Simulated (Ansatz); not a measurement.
# Gate voltage and capacitance of a Bi2Se3 quintuple layer charged by one gate, PBE-D3(BJ) without spin-orbit coupling

A Bi2Se3 quintuple layer is stacked Se–Bi–Se–Bi–Se, so selenium closes both faces. Its valence states are mainly Se 4p and its conduction states mainly Bi 6p. The members are this one layer at eight induced charges, and holes and electrons therefore enter chemically different states.

My brief is a switch with an ion-like gate 5 Å from the surface. Starting from $1\times10^{13}$ carriers per cm² of either sign, it must add at least $5\times10^{13}$ cm⁻² of the same sign within a swing of 4 V. The differential capacitance may vary by no more than 5 % on the way. I count the swing between two rows of one branch, because the zero of voltage lies arbitrarily in the gap. The capacitance is measured against the 1.77 μF/cm² of the bare vacuum gap.

## Set-up

Ansatz 0.2.0, plane-wave Kohn-Sham DFT with its default PAW datasets, PBE-D3(BJ), Coulomb interaction cut off along the normal. The layer is relaxed neutral (cell and atoms), then held. One charged sheet stands 5 Å outside the outermost atoms of the upper face, behind a model barrier of 10 eV placed 1.5 Å nearer; the layer holds the opposite charge. Mesh 42×42×1, Fermi-Dirac smearing of 0.026 eV, spin-paired, no spin-orbit coupling. The voltage is read from the planar potential behind the sheet against the layer's Fermi level.

Notes on method and selection:

- A vacuum gap of 5 Å alone has a capacitance of 1.77 μF/cm².
- The capacitance is the series of the electrostatic and the quantum capacitance; at few carriers the latter depends on mesh and smearing.
- The neutral layer's Kohn-Sham gap along the symmetry path is 0.95 eV, with the valence top between Γ and M and the conduction bottom at Γ.
- In a layer with a gap the smearing places the neutral Fermi level somewhere in the gap, so the zero of voltage is arbitrary and only the window between the branches counts.
- Densities at which electrons spill towards the barrier, and series whose voltage is not monotonic, are not listed.
- Runs in which the search for lower states was switched off are not listed.
- Work functions and vacuum levels are read from the electrostatic potential (Hartree and local ionic parts), which a warning of a rough exchange-correlation potential in thin density does not concern.
- The default PAW datasets of this version of Ansatz are the set soft_2.
- Runs that did not converge, have known faults or may not be shown are not listed, and runs on Ansatz's PAW sets soft_1 and soft_2 are kept to separate tables.

Columns:

- carrier density (10¹³ cm⁻²): electrons added per area, negative for holes.
- back work function (eV): work function of the face away from the gate.
- gate voltage (V): gate voltage less that of the neutral layer.
- capacitance (μF/cm²): differential capacitance e·Δn/ΔV from the previous row to this one.
- equivalent distance (Å): vacuum distance with that capacitance, ε₀/C.

## Computed values

| member | branch | carrier density (10¹³ cm⁻²) | back work function (eV) | gate voltage (V) | capacitance (μF/cm²) | equivalent distance (Å) |
| --- | --- | --- | --- | --- | --- | --- |
| −10 | holes | −10 | 5.832 | −7.878 | – | – |
| −6 | holes | −6 | 5.854 | −4.901 | 2.15 | 4.11 |
| −3 | holes | −3 | 5.867 | −2.679 | 2.16 | 4.09 |
| −1 | holes | −1 | 5.861 | −1.191 | 2.15 | 4.11 |
| +1 | electrons | 1 | 4.825 | 1.319 | – | – |
| +3 | electrons | 3 | 4.597 | 3.006 | 1.90 | 4.66 |
| +6 | electrons | 6 | 4.454 | 5.300 | 2.10 | 4.22 |
| +10 | electrons | 10 | 4.401 | 8.131 | 2.26 | 3.91 |

Least-squares fits to the whole series, with x = carrier density (10¹³ cm⁻²); R² and errors in the fitted variable (y, or ln y where the fit is in ln y):

| y | branch | members | fit | R² | rms residual | leave-one-out rms | the same for the mean of the others |
| --- | --- | --- | --- | --- | --- | --- | --- |
| gate voltage (V) | holes | 4 | y = −0.4482 + 0.7428 x | 1.00 | 0.0025 | 0.0053 | 3.4 |
| gate voltage (V) | electrons | 4 | y = 0.6708 + 0.7536 x | 1.00 | 0.092 | 0.24 | 3.4 |

## The trend and its physics

On the hole side the voltage is a straight line of 0.743 V per $10^{13}$ cm⁻². The capacitance stays at 2.15 to 2.16 μF/cm², which is 2.15 / 1.77 = 1.21 times that of the vacuum gap. On the electron side it climbs from 1.90 to 2.26 μF/cm², or from 1.90 / 1.77 = 1.07 to 2.26 / 1.77 = 1.28 times the gap value, so each further electron costs less voltage.

The back work function $W$ lets me split each voltage step exactly:

$$e\,\Delta V = -\Delta W + \frac{e^2\,\Delta n\,d}{\varepsilon_0}$$

Here $d$ is the distance from the gate charge to the centre of the induced charge, which comprises the carriers and the polarisation of the layer. With $\Delta n$ in $10^{13}$ cm⁻², voltages in V and distances in Å, the factor $\varepsilon_0/e$ is 8.854 / 1.602 = 5.527, so $d = 5.527\,(\Delta V + \Delta W/e)/\Delta n$.

From −10 to −6 this gives 5.527 × (2.977 + 0.022) / 4 = 4.14 Å, and from +6 to +10 it gives 5.527 × (2.831 − 0.053) / 4 = 3.84 Å. The centre of the induced charge thus lies about 0.9 to 1.2 Å outside the outermost nuclei, in the tail of the selenium density, and this is why the layer beats the 5 Å gap. The distance shrinks at every step from holes to electrons, as it should when a positive gate pulls the electron tail outwards.

The rest is the Fermi level. From +1 to +3 it rises by 4.825 − 4.597 = 0.228 eV against the back vacuum, which takes 0.228 / 1.687 = 14 % of the voltage step. The likely cause is band filling: a single pocket at Γ has few states to fill, so its quantum capacitance is low. The valence top between Γ and M is repeated by symmetry and offers more room. Over the whole hole branch $W$ changes by at most 5.867 − 5.832 = 0.035 eV. It falls from −3 to −10, where filling alone would raise it, so $W$ also contains a small shift of the bands against the back vacuum.

## Where the trend breaks

Largest departures from the fit to the whole series:

| member | branch | gate voltage (V) | fit | computed − fit | in rms residuals |
| --- | --- | --- | --- | --- | --- |
| −6 | holes | −4.901 | −4.905 | +0.004 | 1.6 |
| +6 | electrons | 5.300 | 5.192 | +0.108 | 1.2 |
| +1 | electrons | 1.319 | 1.424 | −0.105 | 1.1 |
| −3 | holes | −2.679 | −2.677 | −0.002 | 1.0 |

The hole branch follows its line to within a few millivolts. The electron branch does not scatter about its line but bends. The +1 and +10 rows lie below the fit and the +3 and +6 rows above it, by up to 0.108 V, as a rising capacitance requires. The straight line still predicts far better than the mean, with a leave-one-out error of 0.24 V against 3.4 V, but I would interpolate between electron rows rather than use it.

I trust the +1 row least. Its few electrons fill a small pocket at Γ, where mesh and smearing affect the Fermi level, and the 1.90 μF/cm² of the first electron step inherits that weakness. The ±10 rows have a different one: the atoms are held at the neutral geometry, and the forces on them grow with the charge.

## Selection

I take the swing of each row from the ±1 row of its own branch. The −3 and +3 rows add only $2\times10^{13}$ cm⁻² and fail on charge. The −10 and +10 rows need 7.878 − 1.191 = 6.687 V and 8.131 − 1.319 = 6.812 V and fail on voltage. Two rows remain:

- −6: 4.901 − 1.191 = 3.710 V
- +6: 5.300 − 1.319 = 3.981 V

The charge moved is $\sigma = e\,\Delta n$ with $e = 1.602\times10^{-19}$ C, so 1.602 × 5 = 8.01 μC/cm² in both cases. The mean capacitance over the swing is 8.01 / 3.710 = 2.16 μF/cm² for holes and 8.01 / 3.981 = 2.01 μF/cm² for electrons. The hole steps differ by less than 1 %. The electron steps differ by a factor of 2.10 / 1.90 = 1.11, which breaks the 5 % limit, though the lower value rests on the less certain +1 row. Each capacitance is a mean over its step, so variation within a step is not tested.

My pick is −6, the only row that meets the whole brief. The runner-up, +6, meets it on charge and voltage but not on capacitance. The pick has 4 − 3.710 = 0.290 V in hand, or 0.290 / 3.710 = 7.8 % of its swing, whereas the runner-up has only 4 − 3.981 = 0.019 V, or 0.019 / 3.981 = 0.5 %. The well-known underestimate of band gaps by PBE does not enter, because neither swing crosses the gap.

What does enter is the shape of the band edges. The Fermi level takes 4.825 − 4.454 = 0.371 V of the electron swing and almost nothing of the hole swing. Without that share the electrons would need 3.981 − 0.371 = 3.610 V and would win. The order turns if the share falls by more than 3.981 − 3.710 = 0.271 V with the hole swing unchanged. Spin-orbit coupling, which is strong in bismuth and reshapes both band edges, is the omitted effect most likely to move it.

The field in the gap at −6 is $en/\varepsilon_0$, or 6 / 5.527 = 1.09 V/Å. Solid insulators break down at roughly 0.1 V/Å. Even after division by the permittivity of a common oxide, the field would be near or beyond that limit, so the brief suits an ionic gate better than an oxide.

## Rules of thumb and their limits

Between 1 and $10\times10^{13}$ carriers per cm² of either sign, the layer with its gate holds more charge per volt than the bare 5 Å gap. The hole capacitance is constant and the electron capacitance rises. A run with far more holes exists but is not listed, and densities with electrons spilling towards the barrier are left out, so I claim nothing outside these rows.

Two omitted effects could outweigh the differences found here. A medium of permittivity $\varepsilon_r$ in the gap would raise the capacitance, by up to a few times for common insulators or ionic liquids. Spin-orbit coupling should narrow the gap by roughly some tenths of an eV, and with it the 1.319 + 1.191 = 2.510 V between the −1 and +1 rows.
